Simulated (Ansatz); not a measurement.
## A series in volume scale on TaN

Free energy against uniform scaling of the volume at fixed shape and fractions; periodic cell, basis, potentials, k mesh and filling as listed. The results are calculated, by Ansatz 0.2.0.

The cell before it is scaled or strained (space group P-62m, No. 189):
```
TaN
1.0
      5.1960     0.0000     0.0000
     -2.5980     4.4999     0.0000
      0.0000     0.0000     2.9110
Ta N
3 3
Direct
  0.33333 0.66667 0.50000
  0.66667 0.33333 0.50000
  0.00000 0.00000 0.00000
  0.39285 0.00000 0.00000
  0.60715 0.60715 0.00000
  0.00000 0.39285 0.00000
```

Settings of every row: functional PBEsol; dispersion none; potentials PAW; wave cutoff 517.02 eV; density cutoff 2068.1 eV; k mesh 5x5x8; k shift 0x0x0; occupations fermi dirac; smearing width 0.1 eV; spin none.

Limits: coarse k mesh, up to 40 meV an atom off; no spin-orbit coupling, which can matter with elements this heavy.

```
row  volume scale  V (Å³/atom)  energy above lowest point (meV/atom)  pressure (GPa)
  1          0.94       10.663                                    30           18.79
  2          0.96        10.89                                     ?               ?
  3          0.98       11.117                                     0            2.98
  4             1       11.344                                   0.6           -3.75
  5          1.02       11.571                                  10.3           -9.79
  6          1.04       11.798                                  28.1          -15.23
  7          1.06       12.025                                  53.2          -20.11
```

Question: what energy above lowest point and pressure should row 2 give?

Worked fit of energy above lowest point. Take u = (V_r/V)^(2/3) − 1 with V_r = 11.457 Å³ an atom, which is twice the finite (Eulerian) strain; such expansions in the strain, on which the Birch-Murnaghan equation of state is built, carry the rest volume and the bulk modulus. The shown rows have u = 0.04905, 0.02029, 0.00663, -0.00658, -0.01936, -0.03174. Least squares give energy above lowest point = 4.37 − 733.7 × u + 25461 × u² + 3130 × u³ meV/atom; a parabola predicts inner rows, each left out in turn, worse (root mean square 0.063 against 0.033 meV/atom). All shown rows lie on it to the printed digit. Its lowest point lies at u = 0.0144, or V = 11.21 Å³ an atom, and the curvature there gives the bulk modulus at fixed shape and fractions, B = (4/9)(1 + u)² E″(u)/V = 334 GPa. Letting shape and atoms relax would as a rule lower it, by much in layered, chain or molecular crystals. The withheld row has u = 0.03442, so the fit gives 4.37 − 733.7 × (0.03442) + 25461 × (0.03442)² + 3130 × (0.03442)³ = 9.4 meV/atom.

The calculation gave 9.4 meV/atom. The fit meets it to the printed digit.

Worked fit of pressure. Take u = (V_r/V)^(2/3) − 1 with V_r = 11.457 Å³ an atom, which is twice the finite (Eulerian) strain; such expansions in the strain, on which the Birch-Murnaghan equation of state is built, carry the rest volume and the bulk modulus. The shown rows have u = 0.04905, 0.02029, 0.00663, -0.00658, -0.01936, -0.03174. Least squares give pressure = −6.838 + 457.6 × u + 1273.9 × u² + 997 × u³ GPa; a parabola predicts inner rows, each left out in turn, worse (root mean square 0.02 against 0.0053 GPa). All shown rows lie on it to the printed digit. The pressure vanishes at u = 0.0144, or V = 11.21 Å³ an atom, and there the bulk modulus at fixed shape and fractions is B = −V dP/dV = (2/3)(1 + u) dP/du = 335 GPa. Letting shape and atoms relax would as a rule lower it, by much in layered, chain or molecular crystals. The withheld row has u = 0.03442, so the fit gives −6.838 + 457.6 × (0.03442) + 1273.9 × (0.03442)² + 997 × (0.03442)³ = 10.46 GPa.

The calculation gave 10.46 GPa. The fit meets it to the printed digit.
